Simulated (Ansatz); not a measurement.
# AlCl (aluminium monochloride): methods side by side

AlCl has 2 atoms, charge 0, and is taken as a singlet. SMILES: `[Al][Cl]`. The bond length is the measured one. The run starts from this shape.

```xyz
2

Al    0.0000    0.0000    0.0000
Cl    0.0000    0.0000    2.1301
```

Each level gives the adiabatic ionisation energy (to the doublet cation, no zero-point term) (eV). The values are calculated.

```tsv
level	kind	program	value (eV)	less CCSD(T)/def2-TZVP	CPU time (all runs)
SVWN5/def2-TZVP	LDA	Ansatz	9.24	+0.07	4.5 s
r2SCAN/def2-TZVP	meta-GGA	Ansatz	8.95	-0.22	14 s
wB97X-V/def2-TZVP	range-separated hybrid	Ansatz	9.19	+0.02	23 s
CCSD(T)/def2-TZVP	coupled cluster or CI	Ansatz	9.17	0.00	2.1 min
```

CCSD(T)/def2-TZVP is the highest level here, not the true value. The values span 8.95 to 9.24 eV. CPU times are rough (shared hosts, several kinds of processor): they show what a rung costs within a factor of a few.

The four methods place the ionisation energy of AlCl in a narrow range, but agreement with CCSD(T) does not improve steadily from one class of functional to the next. wB97X-V is closest, at +0.02 eV, while r2SCAN falls 0.22 eV below and is further off than the simpler SVWN5.

The modest spread fits the nature of the ionised orbital. In this Al(I) compound the highest occupied level is essentially an aluminium 3s lone pair, mixed with some 3p and polarised away from chlorine. Ionisation therefore takes an electron mainly from the metal, not from the chlorine lone pairs, and leaves the polar Al–Cl bond intact. It also breaks up an electron pair, so the result depends on how each method balances exchange against the lost pair correlation; the good LDA value probably reflects cancellation between the two.

Because a triple-zeta basis recovers that pair correlation incompletely, the CCSD(T) value is probably somewhat low, and the small wB97X-V difference does not establish comparable absolute accuracy.
